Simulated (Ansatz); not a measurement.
Which isomer of CH11NSi3 gives these data?

These gas-phase data were calculated for one isomer of CH11NSi3 at r2SCAN-D4/def2-SVP (harmonic, unscaled wavenumbers; equilibrium rotational constants with average atomic masses):

* rotational constants: 3.25, 1.264, 1.054 GHz
* all wavenumbers above 1500 cm⁻¹: 3566, 3139, 3136, 3030, 2225, 2216, 2208, 2208, 2205, 2184, 2162

Candidates:

(1) `C[SiH2]N[SiH2][SiH3]`, a singlet
(2) `[SiH3]C[SiH2]N[SiH3]`, a singlet
(3) `C[SiH2]N([SiH3])[SiH3]`, a singlet

Problem. Which structure fits?

Solution. Candidate (1). The band at 3566 cm⁻¹ lies where the N–H stretch is expected; (3) has no mode between 3250 and 3800 cm⁻¹. 7 modes lie between 2000 and 2380 cm⁻¹, one for each Si–H bond, while (2) has 8.

The same quantities for all candidates:

|  | rotational constants (GHz) | wavenumbers above 1500 cm⁻¹ | E above the lowest, r2SCAN-D4/def2-SVP (kcal/mol) |
| --- | --- | --- | --- |
| (1) | 3.25, 1.264, 1.054 | 3566, 3139, 3136, 3030, 2225, 2216, 2208, 2208, 2205, 2184, 2162 | 11.4 |
| (2) | 7.494, 0.783, 0.7534 | 3575, 3100, 3033, 2240, 2225, 2220, 2218, 2216, 2211, 2206, 2189 | 11.9 |
| (3) | 2.641, 1.752, 1.214 | 3144, 3139, 3033, 2223, 2223, 2219, 2211, 2211, 2207, 2205, 2203 | 0.0 |

Harmonic stretches to hydrogen usually lie a few per cent above observed fundamentals. Each candidate is one conformer. Programs: Ansatz 0.2.0.

The C–H region gives an independent check: three stretches fit the methyl group of (1), whereas the methylene bridge of (2) gives only two. These counts follow from connectivity and survive a change of conformer. The rotational constants are less transferable between the two chain isomers. The small, nearly equal B and C of (2) indicate an extended, almost prolate heavy-atom skeleton, while the values for (1) suggest a more folded one, so much of that contrast probably reflects torsion rather than atom order.

The energies favour (3), the only candidate with three Si–N bonds. Relative to it, (1) exchanges a Si–N and a Si–H bond for a Si–Si and an N–H bond, and (2) exchanges a Si–N and a C–H bond for a Si–C and an N–H bond. The strength of the polar Si–N bond, helped by delocalisation of the nitrogen lone pair into Si-centred σ* orbitals, probably accounts for the preference. The assigned isomer is therefore not the most stable candidate, which does not count against a spectroscopic identification.
